A model of how fast lithium spreads through silicon needs a barrier and a step length, and this band of images seems to offer a choice of both. The energy climbs to 0.477 eV, drops almost back to the start, and climbs again to only 0.392 eV. Read as two different barriers, each rising from an equally low well, these would give rates that differ some 25-fold at room temperature, since $e^{0.085/0.026}\approx 26$. The better reading is one kind of hop, made twice, with the same barrier each time.

Ansatz 0.2.0, LDA with PAW and plane waves (cutoff 420 eV, 2×2×2 k mesh, Gaussian smearing 0.05 eV, collinear spin): climbing-image nudged elastic band for Li moving between interstitial sites in a 17-atom LiSi16 cell, with five images between relaxed ends. Energies exclude zero-point terms; band forces are largest components, with a convergence limit of 0.05 eV/Å.

```csv
row,energy over the start (eV),path length (Å),band force (eV/Å)
1,0.000,0.000,n/a
2,0.212,0.612,0.021
3,0.477,1.227,0.017
4,0.079,2.115,0.031
5,0.248,3.005,0.033
6,0.392,3.892,0.025
7,0.000,4.780,n/a
```

Two limiting cases frame the question. If lithium crossed from start to end in one jump, the energy would be highest near the middle of the path. If it made two separate hops, the middle would be a resting place as good as the ends. Row 4 lies close to the middle, and its energy is 0.079 eV, where a single smooth hump of the same height would give about 0.46 eV. The numbers therefore favour two hops clearly.

The silicon lattice explains why there is a resting place. Lithium starts and ends in tetrahedral interstitial sites, open pockets with four nearest silicon atoms. Two such pockets that aren't direct neighbours can share a third one between them. The ends of this path fit that picture: they lie about 3.7 Å apart, near the 3.8 Å of such a pair in ideal silicon, and the path length of 4.78 Å is close to the 4.70 Å of two ideal hops. In undistorted silicon all these pockets are equivalent, so the middle one should be as low in energy as the ends. Row 4 lies above zero because it sits 0.275 Å before the middle, still on the slope down to it, and its energy is not that of a poorer site.

Between two neighbouring pockets, lithium has to pass through a ring of six silicon atoms. In the unrelaxed lattice these six stand 2.25 Å from the ring's centre, while the four around a pocket stand at 2.35 Å. Lithium in silicon gives up most of its outer electron, and the small ion that remains is repelled by the electron clouds of the silicon atoms when it comes too close. More neighbours at a shorter distance mean more repulsion, and pushing the ring open costs elastic energy. This argument, which the run doesn't test part by part, puts the top of each hop at the ring, halfway between two pockets.

The simplest energy curve with equal wells and equal tops is

$$E(s)=E_{\mathrm{top}}\,\sin^2\!\left(\frac{2\pi s}{L}\right),$$

where $s$ is the path length up to an image, $L$ the length of the whole path, and $E$ the energy over the start. The height $E_{\mathrm{top}}$ is taken from row 3, so rows 2, 4, 5 and 6 test the curve.

Row 6 shows how it works. This image lies $4.780-3.892=0.888$ Å before the end, which is 0.372 of a hop of 2.390 Å. The curve then gives $0.477\times\sin^2(0.372\,\pi)\approx 0.40$ eV, against 0.392 eV in the table. The lower second maximum is thus what a second hop of full height would show at this point.

The way the images are spread along the path completes the explanation. Only row 3 was driven uphill to a top, and it ended close to a quarter of the way along, where the first ring should be. No image was driven to the second top, which should lie at about 3.59 Å, between rows 5 and 6. Row 5 is still on the way up and row 6 is already on the way down. What looks like a slow climb from row 4 to row 6 is a passage over a summit that no image marks; its height follows from symmetry.

On the four test rows the two-hop curve has a typical error of 0.02 eV, about a twentieth of the barrier, while the single-jump curve misses by 0.25 eV; the printed output below compares them row by row. The two-hop curve misses most at row 2, where it is 0.036 eV too high. Row 5 lies almost equally far from its nearest well, about 0.61 Å, and meets the curve, so two rows that the model makes nearly equal differ by 0.036 eV. Row 3 hints at the reason. If the second hop mirrors the first, its top lies as far before the end as row 3 lies beyond the start, at 3.553 Å rather than 3.59 Å. Row 5 is then 0.548 Å from its top, while row 2 is 0.615 Å from its own, so row 5 should be the higher of the two. The difference of about 0.07 Å is close to the 0.06 Å that the curve needs. Measured along the path, the middle pocket thus seems nearer to the tops than the end pockets are, perhaps because the path bends sharply there and the straight segments between images cut the corner. That last step is a guess, since the positions of the inner images aren't given.

For the rate model, the lesson is to use one barrier with a step of about 2.35 Å, the distance between neighbouring pockets, and to treat the whole path as two steps. The barrier's value is less secure than this picture. The top has not been confirmed as a true saddle point, the run began without magnetic moments and so doesn't rule out a spin-polarised state, the k mesh is coarse for a metallic cell, and the local density approximation tends to make barriers too low. The cell also holds one lithium atom for every sixteen silicon atoms, so 0.477 eV shouldn't be taken as the barrier for a lone lithium atom in bulk silicon.

The analysis program printed:

```
Two hops against one jump:
  row  computed energy eV  distance to nearest well A  two-hop model eV  one-jump model eV  two-hop miss eV
    1                   0                           0                 0                  0                0
    2               0.212                       0.612            0.2476             0.0731          0.03559
    3               0.477                       1.163            0.4762             0.2485       -0.0008435
    4               0.079                       0.275           0.05966             0.4616         -0.01934
    5               0.248                       0.615            0.2495             0.4032         0.001469
    6               0.392                       0.888            0.4034             0.1448          0.01145
    7                   0                           0         2.862e-32          7.154e-33        2.862e-32
rms miss of the two-hop model on rows 2 4 5 6, eV: 0.02106
rms miss of the one-jump model on rows 2 4 5 6, eV: 0.2504
middle of the whole path, angstrom: 2.39
row 4 lies before the middle by, angstrom: 0.275
expected first top at a quarter of the path, angstrom: 1.195
row 3 lies beyond the first expected top by, angstrom: 0.032
expected second top at three quarters of the path, angstrom: 3.585
row 6 lies beyond the second expected top by, angstrom: 0.307
row 6 lies below row 3 by, eV: 0.085
row 5 lies above row 2 by, eV: 0.036
extra distance from the well that would give this difference, angstrom: 0.05748
path saved by a straight cut between rows 4 and 5, angstrom: 0.1373
ideal length of one hop between tetrahedral sites, angstrom: 2.351
ideal length of two hops, angstrom: 4.703
four nearest Si of an ideal tetrahedral site at, angstrom: 2.351
six nearest Si of the ideal ring centre at, angstrom: 2.251
largest band force, eV per angstrom: 0.033
```
